**Q:** I have a crystal that is pulled apart across one plane. Can I estimate the energy at any gap, and the largest pull on the way, with a pocket calculator?

**A:** Yes, if you know two things: what the finished separation costs, and over what distance the bonding fades. The table lets us try this on a metallic GaSb₃ model crystal. It is not the familiar semiconductor GaSb, so don't carry its values over to GaSb wafers.

Rigid opening of a D0_3-type GaSb3 crystal (a = 7.296 Å, 12-atom cell) across one (111) plane, atoms unrelaxed. Ansatz 0.2.0, scalar-relativistic plane-wave PAW, PBE with D3(BJ) dispersion, no spin polarisation, 420 eV cutoff, 11×11×4 k mesh, 0.15 eV Gaussian smearing. Separation energies are free energies per area of cut, relative to the unopened crystal.

| opening (Å) | separation energy (mJ/m²) | traction (GPa (slope of the separation energy)) |
| --- | --- | --- |
| 0 | 0 | -0.490 |
| 0.5 | 166 | 5.280 |
| 1 | 448 | 5.610 |
| 2 | 916 | 3.660 |
| 3 | 1175 | 1.670 |
| 6 | 1358 | 0.170 |

The unopened crystal has space group Fm-3m; opening it along the (111) normal lowers the symmetry. The opening x is the added gap, and the separation energy E is the cost per area of cut. The traction is the slope of E, the pull per area that holds the gap open.

**Q:** Why does the energy start so gently? I'd have thought the first half ångström breaks the most bonding.

**A:** Before the cut opens, attraction and repulsion across the plane balance. A small opening weakens both, but the repulsion fades faster, so a net attraction appears and grows in proportion to x, as in a spring. The energy of a spring grows as x², hence the slow start.

**Q:** And why doesn't the pull keep growing?

**A:** Because the attraction itself needs electrons shared across the gap. The electron clouds of the two faces thin out roughly exponentially, and their overlap goes with them. A simple pull that does both jobs is proportional to x·exp(−x/l), where l is the fading length. Adding up this pull from zero to x gives the universal binding-energy relation:

E = G·[1 − (1 + x/l)·exp(−x/l)]

G is the energy of complete separation. This account of the cause is theory; the table shows only that the curve has the expected shape.

**Q:** Where do I get G and l?

**A:** Take G from the widest gap, 1358 mJ/m². At 1 Å the energy is 0.33 of that, and trying a few values of x/l in the bracket gives about 1.18, so l is close to 0.85 Å. That is far shorter than the 3.16 Å between neighbouring atoms: most of the cost is paid before the gap is one bond length wide.

**Q:** Let me try two rows that we haven't used, 0.5 and 3 Å.

- At 0.5 Å, x/l = 0.59 and exp(−x/l) = 0.555. The bracket is 1 − 1.59 × 0.555 = 0.118, so E ≈ 160 mJ/m².
- At 3 Å, x/l = 3.53 and exp(−x/l) = 0.0293. The bracket is 1 − 4.53 × 0.0293 = 0.867, so E ≈ 1178 mJ/m².

**A:** The table has 166 and 1175 mJ/m². The first estimate is 3 to 4 % low, and that is the largest relative miss among the three energies not used to set the rule. The early part of the curve depends most on l: make l 10 % longer, and the energy at 1 Å drops by 12 %, but at 3 Å by only 4 %.

**Q:** What about the largest pull?

**A:** The slope of E is G·x·exp(−x/l)/l². It peaks at x = l, with the value G/(e·l), where e is 2.718. Since 1 mJ/m² per Å is 0.01 GPa, this is 0.01 × 1358/(2.718 × 0.85) ≈ 5.9 GPa. The largest traction in the table is 5.61 GPa at 1 Å, but no row lies at the estimated peak. A Morse curve, which also starts like a spring and fades exponentially, fits the energies of the opened rows about equally well and gives nearly the same peak. So the estimated peak hardly depends on which of these two formulas you choose.

**Q:** The table has a traction of −0.49 GPa before anything is opened. Your rule gives zero.

**A:** That is stress left in the starting cell. It differs along and across the normal, which a cubic crystal doesn't allow, so at least part of it is a numerical error. Treat every traction as uncertain by some tenths of a GPa.

**Q:** If nobody has computed G, can I count broken bonds?

**A:** Only for the order of magnitude. This cut severs six nearest-neighbour contacts per 23 Å². Each atom has eight nearest neighbours, but every contact belongs to two atoms, so there are four contacts an atom. Spreading a rough, recalled cohesive energy of the elements, 2.7 eV an atom, over these four and counting the six that are cut gives about twice the computed G. A likely reason is that an atom's remaining metallic bonds strengthen when it loses some of its neighbours, so the cut costs less than the count suggests. The crystal's own cohesive energy, which was not computed, may also differ from that of the elements.

**Q:** When should I distrust the rule?

**A:** At wide gaps, first of all. No row lies beyond 6 Å, so taking the last one as complete separation is an assumption, and a slow dispersion tail would not follow an exponential. G also pays for two unlike faces, one of Sb and one of Ga; half of it is only their average. The atoms were held rigid, and letting them relax would lower the cost. Finally, the peak is the stress for parting a flawless plane all at once, whereas a real sample usually fails at a crack under far less. The output below lists the rule row by row, with both fits.

Printed output of the fit:

```
Energy at 1 Å as a fraction of that at 6 Å: 0.3299
Length l from this fraction before rounding (Å): 0.8478
Hand rule with l of 0.85 Å:
  row     x/l  exp(-x/l)  energy by rule mJ/m²  energy miss %  traction by rule GPa  traction miss GPa
  0.0       0          1                     0              0                     0               0.49
  0.5  0.5882     0.5553                 160.3         -3.432                 5.219           -0.06127
  1.0   1.176     0.3084                 446.6        -0.3167                 5.796              0.186
  2.0   2.353    0.09509                   925          0.986                 3.575           -0.08544
  3.0   3.529    0.02932                  1178         0.2248                 1.653            -0.0166
  6.0   7.059  0.0008598                  1349        -0.6929               0.09696           -0.07304
Largest energy miss in the rows at 0.5, 2 and 3 Å (%): 3.432
Largest traction miss in the opened rows (GPa): 0.186
Peak traction by the hand rule (GPa): 5.877
Mean slope of the energy from 0.5 to 1 Å (GPa): 5.64
Energy still gained from 3 to 6 Å (mJ/m²): 183
Change of the energy at 1 Å if l is 10 % longer (%): -11.88
Change of the energy at 3 Å if l is 10 % longer (%): -4.299
fit of separation_energy on 5 rows (opening > 0): coefficient of (1 - (1 + opening/s)*exp(-opening/s)) 1365 +/- 4.6, s 0.86; rms 5.37, worst 0.5 -7.92, leave-one-out rms 10.9
  rows outside the fit (model, value, miss): 0.0 0, 0, 0
fit of separation_energy on 5 rows (opening > 0): coefficient of (1 - exp(-opening/s))**2 1377 +/- 2.7, s 1.179; rms 3.15, worst 3.0 -5.45, leave-one-out rms 8.04
  rows outside the fit (model, value, miss): 0.0 0, 0, 0
Peak traction from the fitted universal relation (GPa): 5.839
Peak traction from the fitted Morse curve (GPa): 5.842
Separation energy from plain bond counting, rough (mJ/m²): 2815
Bond counting over the computed energy at 6 Å (ratio): 2.073
```
